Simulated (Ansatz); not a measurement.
## From B to In: the vertical ionisation energy

One atom is swapped for its congeners: BH3(NH3); AlH3(NH3); GaH3(NH3); InH3(NH3). All are singlets with charge 0.

Shapes, held fixed at every level: PBE0-D4/def2-TZVP. Programs: Ansatz 0.2.0. Values in eV.

```
              level  BH3(NH3)  AlH3(NH3)  GaH3(NH3)  InH3(NH3)
      HF/def2-TZVPP      9.83       9.37       9.37       8.99
  PBE-D4/def2-TZVPP     10.31       9.55       9.65       9.31
B3LYP-D4/def2-TZVPP     10.57       9.87       9.94       9.59
 wB97X-V/def2-TZVPP     10.62      10.09      10.11       9.79
  B2PLYP/def2-TZVPP     10.58       9.94       9.96       9.57
    CCSD/def2-TZVPP     10.71      10.14      10.13       9.72
 CCSD(T)/def2-TZVPP     10.73      10.13      10.12       9.71
```

At CCSD(T)/def2-TZVPP the vertical ionisation energy falls at every step, from 10.73 to 9.71 eV. 2 of 7 levels show this order throughout; 7 agree on the largest and the smallest. For atoms past krypton def2 sets carry core potentials with scalar relativity. Relativity is left out for Ga unless named. Correlated rows may include outer-core shells of Ga, In, which these sets cover unevenly.

The robust result is a high ionisation energy for the boron adduct, a low one for the indium adduct, and near-equal values for aluminium and gallium. The order of that middle pair is unresolved: CCSD(T) gives 10.13 and 10.12 eV, Hartree–Fock gives a tie, and the density functionals, including the double hybrid, place gallium slightly higher.

The electron probably leaves an orbital of mainly E–H bonding character with much hydride weight, since the nitrogen lone pair is stabilised by donation to the Group 13 atom. Compact boron 2p orbitals overlap well with hydrogen and hold this level deep; longer bonds and more diffuse valence orbitals raise it in the heavier congeners. The plateau at gallium fits the poor shielding by its filled 3d shell, which offsets the expected effect of a larger valence shell. Hartree–Fock lies lowest for every molecule, probably because it misses the correlation energy lost when an electron pair is broken. These vertical values don't show how far the cations relax or whether their dative bonds survive.
